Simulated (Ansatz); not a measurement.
A series in volume scale on CdO2

Free energy against uniform scaling of the volume at fixed shape and fractions; periodic cell, basis, potentials, k mesh and filling as listed. The results are calculated, by Ansatz 0.2.0.

The cell before it is scaled or strained (space group P-3m1, No. 164):
```
cell vectors (Å)
   3.4762     0.0000     0.0000
  -1.7381     3.0105     0.0000
   0.0000     0.0000     4.1481
atoms (fractions of the cell vectors)
Cd  0.00000  0.00000  0.00000
O   0.66667  0.33333  0.75578
O   0.33333  0.66667  0.24422
```

Settings of every row: functional r2SCAN; dispersion none; potentials PAW; wave cutoff 600 eV; density cutoff 2400 eV; k mesh 10x10x7; k shift 0x0x0; occupations gaussian; smearing width 0.02 eV; spin none.

Limits: coarse k mesh, up to 40 meV an atom off; minimum outside the range; the cell comes from a prototype or a list of computed structures and needn't be the stable phase.

```csv
row,volume scale,V (Å³/atom),energy above lowest point (meV/atom),pressure (GPa)
1,0.94,13.602,0,-5.2
2,0.96,13.891,11.1,-6.99
3,0.98,14.181,?,?
4,1,14.47,41.8,-9.92
5,1.02,14.759,60.9,-11.11
6,1.04,15.049,81.9,-12.15
7,1.06,15.338,104.7,-13.05
```

Question: what energy above lowest point and pressure should row 3 give?

Worked fit of energy above lowest point. Take u = (V_r/V)^(2/3) − 1 with V_r = 14.614 Å³ an atom, which is twice the finite (Eulerian) strain; such expansions in the strain, on which the Birch-Murnaghan equation of state is built, carry the rest volume and the bulk modulus. The shown rows have u = 0.049, 0.0344, 0.00662, -0.00656, -0.01936, -0.03172. Least squares give energy above lowest point = 51.03 − 1437.3 × u + 8066 × u² meV/atom; a straight line predicts inner rows, each left out in turn, worse (root mean square 5.1 against 0.1 meV/atom). The rows lie off it by 0.0, 0.0, -0.1, 0.1, 0.0, 0.0. The withheld row has u = 0.02025, so the fit gives 51.03 − 1437.3 × (0.02025) + 8066 × (0.02025)² = 25.2 meV/atom.

The calculation gave 25.1 meV/atom. The fit lies 0.1 meV/atom (0.096 % of the column's range) above it, one unit of the last digit.

Worked fit of pressure. Take u = (V_r/V)^(2/3) − 1 with V_r = 14.614 Å³ an atom, which is twice the finite (Eulerian) strain; such expansions in the strain, on which the Birch-Murnaghan equation of state is built, carry the rest volume and the bulk modulus. The shown rows have u = 0.049, 0.0344, 0.00662, -0.00656, -0.01936, -0.03172. Least squares give pressure = −10.534 + 90.17 × u + 357 × u² + 491 × u³ GPa; a parabola predicts inner rows, each left out in turn, worse (root mean square 0.01 against 0.0019 GPa). All shown rows lie on it to the printed digit. The withheld row has u = 0.02025, so the fit gives −10.534 + 90.17 × (0.02025) + 357 × (0.02025)² + 491 × (0.02025)³ = -8.56 GPa.

The calculation gave -8.55 GPa. The fit lies 0.01 GPa (0.13 % of the column's range) below it, one unit of the last digit.
